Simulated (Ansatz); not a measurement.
# CaIrN2: energy above lowest point against volume scale

Free energy against uniform scaling of the volume at fixed shape and fractions; periodic cell, basis, potentials, k mesh and filling as listed. The results are calculated, by Ansatz 0.2.0.

The cell before it is scaled or strained (space group R-3m, No. 166):
```
CaIrN2
1.0
      1.6488     0.9520     5.0094
     -1.6488     0.9520     5.0094
      0.0000    -1.9039     5.0094
Ca Ir N
1 1 2
Direct
  0.00000 0.00000 0.00000
  0.50000 0.50000 0.50000
  0.76912 0.76912 0.76912
  0.23088 0.23088 0.23088
```

Settings of every row: functional PBE; dispersion none; potentials PAW; wave cutoff 510 eV; density cutoff 2040 eV; k mesh 8x8x8; k shift 0x0x0; occupations fermi dirac; smearing width 0.1 eV; spin none.

Limits: coarse k mesh, up to 40 meV an atom off; odd electron count without spin; no spin-orbit coupling, which can matter with elements this heavy; the cell comes from a prototype or a list of computed structures and needn't be the stable phase.

| row | volume scale | V (Å³/atom) | energy above lowest point (meV/atom) |
| --- | --- | --- | --- |
| 1 | 0.88 | 10.379 | 123.5 |
| 2 | 0.92 | 10.851 | 47.1 |
| 3 | 0.96 | 11.322 | 8.5 |
| 4 | 1 | 11.794 | 0 |
| 5 | 1.04 | 12.266 | 15.6 |
| 6 | 1.08 | 12.738 | ? |
| 7 | 1.12 | 13.209 | 100.3 |

Question: what energy above lowest point should row 6 give?

Worked fit of energy above lowest point. Take u = (V_r/V)^(2/3) − 1 with V_r = 11.558 Å³ an atom, which is twice the finite (Eulerian) strain; such expansions in the strain, on which the Birch-Murnaghan equation of state is built, carry the rest volume and the bulk modulus. The shown rows have u = 0.07436, 0.04298, 0.01385, -0.01339, -0.03886, -0.08517. Least squares give energy above lowest point = 0.92 + 303 × u + 17706 × u² + 5246 × u³ meV/atom; a parabola predicts inner rows, each left out in turn, worse (root mean square 0.85 against 0.063 meV/atom). All shown rows lie on it to the printed digit. Its lowest point lies at u = -0.0086, or V = 11.71 Å³ an atom, and the curvature there gives the bulk modulus at fixed shape and fractions, B = (4/9)(1 + u)² E″(u)/V = 210 GPa. Letting shape and atoms relax would as a rule lower it, by much in layered, chain or molecular crystals. The withheld row has u = -0.06275, so the fit gives 0.92 + 303 × (-0.06275) + 17706 × (-0.06275)² + 5246 × (-0.06275)³ = 50.3 meV/atom.

The calculation gave 50.3 meV/atom. The fit meets it to the printed digit.
